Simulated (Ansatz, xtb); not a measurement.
**Relative energy of two isomers of C3H9NOSi**

Structure I: `C[Si](C)(N)C=O`, a singlet. Structure II: `NC[SiH2]CC=O`, a singlet. Both are isolated molecules in the gas phase, relaxed with B3LYP-D3(BJ)/def2-SVP; each stands in its lowest conformer found.

I (Å):

```xyz
15

C     1.2285   -0.5243   -1.1110
C    -1.8188   -0.3396   -1.7466
C    -0.2963   -2.9652   -2.1716
N    -0.8025   -1.8006    0.6067
O    -0.4679   -4.0894   -1.7474
Si   -0.4346   -1.3973   -1.0409
H     1.1932    0.4215   -0.5469
H     1.5104   -0.2930   -2.1512
H     2.0282   -1.1481   -0.6791
H    -2.7904   -0.8564   -1.6843
H    -1.6344   -0.1017   -2.8070
H    -1.9022    0.6088   -1.1919
H    -1.7114   -2.2163    0.7968
H    -0.0945   -2.3038    1.1363
H    -0.0472   -2.8267   -3.2710
```

II (Å):

```yaml
atoms:
  - { symbol: C, position_ang: [-0.5316, 1.3628, -3.0816] }
  - { symbol: C, position_ang: [-0.7282, -0.7403, -0.8244] }
  - { symbol: C, position_ang: [0.3419, -1.4408, -1.6085] }
  - { symbol: N, position_ang: [0.5687, 1.9229, -2.2929] }
  - { symbol: O, position_ang: [0.2433, -2.5515, -2.0736] }
  - { symbol: Si, position_ang: [-1.7327, 0.4358, -1.9426] }
  - { symbol: H, position_ang: [0.2346, 2.6786, -1.6941] }
  - { symbol: H, position_ang: [1.2820, 2.3332, -2.8960] }
  - { symbol: H, position_ang: [-0.1213, 0.6079, -3.7762] }
  - { symbol: H, position_ang: [-1.0825, 2.0882, -3.7188] }
  - { symbol: H, position_ang: [-2.4641, 1.4019, -1.0675] }
  - { symbol: H, position_ang: [-2.7224, -0.3274, -2.7553] }
  - { symbol: H, position_ang: [-0.2697, -0.1085, -0.0466] }
  - { symbol: H, position_ang: [-1.4106, -1.4754, -0.3698] }
  - { symbol: H, position_ang: [1.2608, -0.8207, -1.7740] }
```

Problem. Estimate which is lower in electronic energy at CCSD(T)/def2-SVP + ΔMP2/def2-TZVPP, and by roughly how much.

Solution. The CCSD(T)/def2-SVP + ΔMP2/def2-TZVPP calculation puts structure I lower, by 136.5 kJ/mol.

How the difference moves with the method:

```tsv
level	geometry	E(II) − E(I) (kJ/mol)	departure from the last row (kJ/mol)	job, with rough time for the two
GFN2-xTB	GFN2-xTB	+18.5	−117.9	optimisation, 0.57 s
HF/STO-3G	GFN2-xTB	+128.0	−8.4	single point, 1.4 s
r2SCAN-D4/def2-SVP	GFN2-xTB	+118.5	−17.9	single point, 11 s
B3LYP-D3(BJ)/def2-SVP	B3LYP-D3(BJ)/def2-SVP	+113.0	−23.5	optimisation, 3.3 min
HF/def2-SVP	B3LYP-D3(BJ)/def2-SVP	+116.0	−20.5	part of the CCSD(T) run
MP2/def2-SVP	B3LYP-D3(BJ)/def2-SVP	+115.0	−21.4	part of the CCSD(T) run
CCSD(T)/def2-SVP	B3LYP-D3(BJ)/def2-SVP	+108.8	−27.7	single point
CCSD(T)/def2-SVP + ΔMP2/def2-TZVPP	B3LYP-D3(BJ)/def2-SVP	+136.5		single point, 3.2 min
```

As drawn, II has 1 C–N, 1 C–C, 2 Si–H in place of 1 C–Si, 1 N–Si, 2 C–H.

The levels shown agree on the order. The largest departure from CCSD(T)/def2-SVP + ΔMP2/def2-TZVPP is that of GFN2-xTB, 117.9 kJ/mol. The last row adds to CCSD(T) the change of the MP2 difference between the two basis sets, here +27.7 kJ/mol, a large step that makes the value less sure.

With thermal terms from frequencies at re-optimised GFN2-xTB minima (ideal gas, soft modes damped towards free rotors, one conformer each, 298.15 K, 1 atm): the zero-point term adds −3.7 kJ/mol; ΔH is +128.8 and ΔG +137.2 kJ/mol.

The correlated steps freeze 10 core orbitals. Programs: Ansatz 0.2.0, xtb 6.7.1; the last row on 2 threads of AMD EPYC (Zen 3) on a shared host.

The preference for the aminosilane I is large and follows mainly from which atoms silicon and hydrogen are bound to. I has a strong, polar Si–N bond, probably helped by donation from the nitrogen lone pair into σ* orbitals on silicon, and it keeps hydrogen on carbon, where it is bound more strongly than on silicon. II gains C–N and C–C bonds and avoids the less favourable acylsilane linkage, but this does not make up for the two weaker Si–H bonds and the lost Si–N bond.

In the small split-valence basis, Hartree–Fock and CCSD(T) differ little, so correlation largely cancels between the isomers. The greater sensitivity to basis suggests that the more heavily substituted silicon in I needs flexible polarisation functions. The close HF/STO-3G value is therefore best read as error cancellation. GFN2-xTB's shortfall lies mostly in its energies, since r2SCAN-D4 recovers the large gap at the same geometries. The ordering implies nothing about how readily II would rearrange to I.
